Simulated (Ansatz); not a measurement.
**Loss of HF: how K changes with temperature for C2H3F3 ⇌ C2H2F2 + HF**

Species: C2H3F3 (1,1,1-trifluoroethane) `CC(F)(F)F`, singlet; C2H2F2 `C=C(F)F`, singlet; HF, singlet. 

The electronic reaction energy at CCSD(T)/CBS estimate is +140.1 kJ/mol. Shapes: PBE0-D4/def2-TZVP. Programs: Ansatz 0.2.0. Enthalpy and entropy come from rigid-rotor, harmonic-oscillator sums on unscaled PBE0-D4/def2-TZVP wavenumbers, ideal gases at 1 bar. Symmetry numbers: C2H3F3 3, C2H2F2 2, HF 1. R = 8.3145 J/(mol K).

| T (K) | ΔH (kJ/mol) | ΔS (J/(mol K)) |
| --- | --- | --- |
| 800 | +130.4 | +154.8 |
| 1100 | +128.1 | +152.4 |
| 1400 | ? | ? |

Question: Work out ln K at 800 and 1100 K, and from these estimate it at 1400 K.

Answer: 
1. 800 K: ΔG = +130.4 − 800 × (+154.8)/1000 = +6.6 kJ/mol; ln K = −ΔG/RT = -0.99.
2. 1100 K: ΔG = +128.1 − 1100 × (+152.4)/1000 = -39.5 kJ/mol; ln K = −ΔG/RT = +4.32.
3. Slope against 1000/T: (+4.32 − (-0.99))/(0.9091 − 1.2500) = -15.58, that is −ΔH/R with ΔH near +130 kJ/mol.
4. 1400 K: ln K = -0.99 + (-15.58) × (0.7143 − 1.2500) = +7.36.

The full sums give ΔH = +124.8 kJ/mol, ΔS = +149.8 J/(mol K), ΔG = -84.9 kJ/mol and ln K = +7.29 at 1400 K, so the line is off by +0.07 in ln K; without rounding the miss is +0.07, from the change of ΔH with temperature. The products are favoured at 1 bar above about 840 K, give or take 65 K for 10 kJ/mol in the energy. The number of molecules rises, which sets the sign of ΔS, and lower pressure favours the products. An error of 10 kJ/mol in the energy moves ln K by 0.9 at 1400 K. Soft modes are treated as harmonic, which can err either way at these temperatures; the lowest are those of C2H3F3 (227 cm⁻¹). The CBS estimate extrapolates MP2 from def2-TZVPP and def2-QZVPP and adds CCSD(T) − MP2 in the triple-zeta set, cores frozen.

Loss of HF is uphill in enthalpy and driven by entropy, with ln K changing sign between 800 and 1100 K. The elimination gives up a C–H and a C–F σ bond, and probably also some of the stabilisation that geminal fluorines lend one another at an sp3 carbon. The very strong H–F bond and the new C=C π bond repay only part of this. The entropy gain comes mainly from the translation and rotation of the additional molecule.

Both ΔH and ΔS fall slowly on heating because several vibrations of the reactant become translations and rotations of the separated products. Once thermally excited, those vibrations hold more heat than the motions that replace them, so the reaction heat capacity is negative. The van 't Hoff line therefore flattens towards high temperature, and the straight extrapolation slightly overestimates ln K at 1400 K. These values describe equilibrium only: a favourable K does not imply rapid elimination, which typically passes through a strained four-centre transition state with a substantial barrier.
